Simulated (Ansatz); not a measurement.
Which isomer of ClFHNSi2 gives these data?

These gas-phase data were calculated for one isomer of ClFHNSi2 at B3LYP-D3(BJ)/def2-SVP (harmonic, unscaled wavenumbers; equilibrium rotational constants with average atomic masses):

```
rotational constants            : 4.196, 1.74, 1.395 GHz
all wavenumbers above 1500 cm⁻¹ : 3532
```

Candidates:

(1) `F[Si@H](Cl)N=[Si]`, a singlet
(2) `F[Si@]1(Cl)N[Si]1`, a singlet

Problem. Which candidate do the data belong to?

Solution. Candidate (2). The band at 3532 cm⁻¹ lies where the N–H stretch is expected; (1) has no mode between 3250 and 3800 cm⁻¹.

The same quantities for all candidates:

```tsv
	rotational constants (GHz)	wavenumbers above 1500 cm⁻¹	E above the lowest, B3LYP-D3(BJ)/def2-SVP (kcal/mol)
(1)	4.07, 1.419, 1.119	2304	0.0
(2)	4.196, 1.74, 1.395	3532	24.4
```

Harmonic stretches to hydrogen usually lie a few per cent above observed fundamentals. Each candidate is one conformer. Programs: Ansatz 0.2.0.

The N–H stretch at 3532 cm⁻¹ identifies the ring, whereas the open isomer carries its hydrogen on silicon and shows an Si–H stretch at 2304 cm⁻¹. Hydrogen dominates the reduced mass in both modes, so the gap mainly reflects the much stiffer N–H bond. The rotational constants support the same choice independently: closing the Si–N–Si unit into a ring draws the heavy atoms together, which raises the two smaller constants markedly while the largest changes little.

The matching isomer is nevertheless the less stable of the two, by 24.4 kcal/mol, even though it has the stronger bond to hydrogen. Probably the strain of the three-membered ring, with its relatively weak Si–Si bond, and the loss of the isocyanide-like Si–N multiple bonding of the open form outweigh that gain. Donation from the nitrogen lone pair into the empty p orbital of the divalent silicon can offset this only in part. The N–H band alone would not exclude other isomers with hydrogen on nitrogen, for which the rotational constants would have to decide.
